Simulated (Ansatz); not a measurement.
# The polar optical mode of BP at 50 GPa, worked through

Level of theory: Ansatz, DFT LDA, scalar-relativistic, plane waves, PAW. Settings: 420 eV plane-wave cutoff, Γ-centred 12×12×12 mesh, fixed occupations. No spin polarisation. Phonons by linear response, acoustic sum rule imposed.

The cell, relaxed at 50 GPa:
```
B P
1.0
     0.00000    2.10214    2.10214
     2.10214    0.00000    2.10214
     2.10214    2.10214    0.00000
B P
1 1
Direct
  0.00000 0.00000 0.00000
  0.75000 0.75000 0.75000
```

Other phases may be more stable at this pressure. The bands were filled as in an insulator; under compression the gap may have closed between mesh points.

Linear response gives ν_TO = 997.0 cm⁻¹, Born charges ±1.298 e (positive on P) and ε∞ = 9.191. The primitive cell holds 18.579 Å³, and the masses are 10.810 and 30.974 amu.

Task: Find ν_LO and the static dielectric constant.

Result: The long-wave field adds a restoring force: ω_LO² − ω_TO² = Z*²e²/(ε_vac ε∞ μV). In these units ν_LO² − ν_TO² = 4.92064×10⁷ Z*²/(μ V ε∞) cm⁻², with μ = m₁m₂/(m₁ + m₂) = 8.013 amu: 60581 cm⁻². So ν_LO = √(997.0² + 60581) = 1026.9 cm⁻¹, and the run gives 1026.9. Lyddane–Sachs–Teller then gives ε0 = ε∞ (ν_LO/ν_TO)² = 9.75, against 9.75 in the run (it forms both from the same three quantities, so the match checks the arithmetic only). Between ν_TO and ν_LO the dielectric function is negative and an undamped crystal reflects fully: a reststrahlen band from 9.7 to 10.0 μm.

Task: What do the Clausius–Mossotti polarisability and the Szigeti charge come to?

Result: With the Lorentz local field, α = (3V/4π)(ε∞ − 1)/(ε∞ + 2) = 3.25 Å³ for the pair, and e_S = 3Z*/(ε∞ + 2) = 0.35 e. The Born charge includes the electrons' response to the dipole's own local field, and e_S takes that enhancement out. The Lorentz field assumes point-like polarisable ions, a poor picture once ε∞ is this large, since the electron clouds then overlap or are shared, so both numbers are formal here.

Task: How strongly does a slow electron couple to the LO mode?

Result: For one isotropic parabolic band, Fröhlich's constant is α_F = (1/ε∞ − 1/ε0) √(m* Ry/ħω_LO), with Ry = 13.606 eV, ħω_LO = 127.3 meV and m* in free-electron masses: α_F = 0.0063 × 10.34 × √m* = 0.06 √m*. The band mass isn't part of this run; for m* = 0.1, 0.3 and 1 it gives 0.02, 0.04, 0.06. In weak coupling the polaron lies α_F ħω_LO below the band edge (5 meV at m* = 0.3) with a mass m*(1 + α_F/6); past α_F of about 5 or 6 that expansion fails. A semilocal functional's ε∞ tends to be too large, which taken alone lowers α_F.

Cost: 1 run of about 0.43 core-minutes, on Arm Neoverse V2 (shared hosts).

The lattice adds little to the static dielectric response, even though the Born charge exceeds one electron. Stiff covalent bonds and the light boron atom put the TO mode at 997.0 cm⁻¹; it is the stiffness, not the light mass, that keeps the sublattices' displacement in a static field small. Electronic screening separately limits the LO-TO splitting. The weak Fröhlich coupling follows from both the small ionic contribution and the high phonon energy.

The positive Born charge on P runs against the usual electronegativity order, but it doesn't make phosphorus a cation in the static sense. A Born charge measures the polarisation current as the atoms move, and in a bond with so little electronegativity difference this is probably dominated by charge shifting within and between the covalent bonds. Its size is therefore no direct measure of ionicity.

Weak polar coupling alone doesn't imply high carrier mobility, since deformation-potential scattering by acoustic and optical phonons remains possible and isn't captured by the Fröhlich constant.
